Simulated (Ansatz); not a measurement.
MoPd: the change of energy above lowest point with volume scale

Free energy against uniform scaling of the volume at fixed shape and fractions; periodic cell, basis, potentials, k mesh and filling as listed. The results are calculated, by Ansatz 0.2.0.

The cell before it is scaled or strained (space group R-3m, No. 166):
```
CELL_PARAMETERS angstrom
1.38770 0.80120 4.64480
-1.38770 0.80120 4.64480
0.00000 -1.60230 4.64480
ATOMIC_POSITIONS crystal
Mo 0.00000 0.00000 0.00000
Pd 0.50000 0.50000 0.50000
```

Settings of every row: functional PBEsol; dispersion none; potentials PAW; wave cutoff 500 eV; density cutoff 2000 eV; k mesh 12x12x12; k shift 0x0x0; occupations gaussian; smearing width 0.15 eV; spin none.

Limits: coarse k mesh, up to 40 meV an atom off; the cell comes from a prototype or a list of computed structures and needn't be the stable phase.

| row | volume scale | V (Å³/atom) | energy above lowest point (meV/atom) |
| --- | --- | --- | --- |
| 1 | 0.9 | 13.943 | 44.3 |
| 2 | 0.925 | 14.33 | 12.7 |
| 3 | 0.95 | 14.717 | 0 |
| 4 | 0.975 | 15.105 | 3.7 |
| 5 | 1 | 15.492 | 21.5 |
| 6 | 1.025 | 15.879 | 51.3 |
| 7 | 1.05 | 16.267 | 91.6 |
| 8 | 1.075 | 16.654 | ? |
| 9 | 1.1 | 17.041 | 197.6 |

Question: what energy above lowest point should row 8 give?

Worked fit of energy above lowest point. Take u = (V_r/V)^(2/3) − 1 with V_r = 15.299 Å³ an atom, which is twice the finite (Eulerian) strain; such expansions in the strain, on which the Birch-Murnaghan equation of state is built, carry the rest volume and the bulk modulus. The shown rows have u = 0.06383, 0.04459, 0.02619, 0.00854, -0.00832, -0.0245, -0.04008, -0.06937. Least squares give energy above lowest point = 10.99 − 1058.1 × u + 24164 × u² + 9236 × u³ meV/atom; a parabola predicts inner rows, each left out in turn, worse (root mean square 0.7 against 0.039 meV/atom). All shown rows lie on it to the printed digit. Its lowest point lies at u = 0.0216, or V = 14.82 Å³ an atom, and the curvature there gives the bulk modulus at fixed shape and fractions, B = (4/9)(1 + u)² E″(u)/V = 248 GPa. Letting shape and atoms relax would as a rule lower it, by much in layered, chain or molecular crystals. The withheld row has u = -0.055, so the fit gives 10.99 − 1058.1 × (-0.055) + 24164 × (-0.055)² + 9236 × (-0.055)³ = 140.7 meV/atom.

The calculation gave 140.8 meV/atom. The fit lies 0.1 meV/atom (0.051 % of the column's range) below it, one unit of the last digit.
